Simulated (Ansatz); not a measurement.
# Ge: the change of energy above lowest point and pressure with volume scale

All results are calculated (Ansatz 0.2.0). Free energy against uniform scaling of the volume at fixed shape and fractions; periodic cell, basis, potentials, k mesh and filling as listed.

The cell before it is scaled or strained (space group Fd-3m, No. 227):
```
CELL_PARAMETERS angstrom
0.00000 2.82890 2.82890
2.82890 0.00000 2.82890
2.82890 2.82890 0.00000
ATOMIC_POSITIONS crystal
Ge 0.00000 0.00000 0.00000
Ge 0.25000 0.25000 0.25000
```

Settings of every row: functional PBE; dispersion none; potentials PAW; wave cutoff 500 eV; density cutoff 2000 eV; k mesh 6x6x6; k shift 0x0x0; occupations fermi dirac; smearing width 0.05 eV; spin none.

Limits: coarse k mesh, up to 40 meV an atom off.

```
row  volume scale  V (Å³/atom)  energy above lowest point (meV/atom)  pressure (GPa)
  1           0.9       20.375                                   130           13.75
  2         0.925       20.941                                    87           10.64
  3          0.95       21.507                                  54.3            7.93
  4         0.975       22.073                                  30.6            5.59
  5             1       22.639                                  14.3            3.68
  6         1.025       23.205                                     ?               ?
  7          1.05       23.771                                     0            0.47
  8         1.075       24.337                                   0.8           -0.88
  9           1.1       24.903                                     6           -2.06
```

Question: what energy above lowest point and pressure should row 6 give?

Worked fit of energy above lowest point. Take u = (V_r/V)^(2/3) − 1 with V_r = 22.356 Å³ an atom, which is twice the finite (Eulerian) strain; such expansions in the strain, on which the Birch-Murnaghan equation of state is built, carry the rest volume and the bulk modulus. The shown rows have u = 0.06381, 0.04455, 0.02615, 0.00853, -0.00835, -0.04009, -0.05503, -0.0694. Least squares give energy above lowest point = 21.43 + 967.5 × u + 11118 × u² + 5747 × u³ meV/atom; a parabola predicts inner rows, each left out in turn, worse (root mean square 0.45 against 0.21 meV/atom). The rows lie off it by 0.1, -0.1, -0.1, 0.1, 0.2, -0.1, -0.1, 0.1. Its lowest point lies at u = -0.0451, or V = 23.96 Å³ an atom, and the curvature there gives the bulk modulus at fixed shape and fractions, B = (4/9)(1 + u)² E″(u)/V = 56.1 GPa. The withheld row has u = -0.02454, so the fit gives 21.43 + 967.5 × (-0.02454) + 11118 × (-0.02454)² + 5747 × (-0.02454)³ = 4.3 meV/atom.

The calculation gave 4.3 meV/atom. The fit meets it to the printed digit.

Worked fit of pressure. Take u = (V_r/V)^(2/3) − 1 with V_r = 22.356 Å³ an atom, which is twice the finite (Eulerian) strain; such expansions in the strain, on which the Birch-Murnaghan equation of state is built, carry the rest volume and the bulk modulus. The shown rows have u = 0.06381, 0.04455, 0.02615, 0.00853, -0.00835, -0.04009, -0.05503, -0.0694. Least squares give pressure = 4.613 + 116.7 × u + 360.2 × u² + 919 × u³ GPa; a parabola predicts inner rows, each left out in turn, worse (root mean square 0.076 against 0.038 GPa). The rows lie off it by -0.02, 0.03, 0.00, -0.05, 0.02, 0.02, -0.01, 0.00 (root mean square 0.024 GPa). The pressure vanishes at u = -0.0451, or V = 23.96 Å³ an atom, and there the bulk modulus at fixed shape and fractions is B = −V dP/dV = (2/3)(1 + u) dP/du = 57.2 GPa. The withheld row has u = -0.02454, so the fit gives 4.613 + 116.7 × (-0.02454) + 360.2 × (-0.02454)² + 919 × (-0.02454)³ = 1.95 GPa.

The calculation gave 2.01 GPa. The fit lies 0.06 GPa (3 % of the value, 0.38 % of the column's range) below it; its largest miss of a shown row is 0.05 GPa.
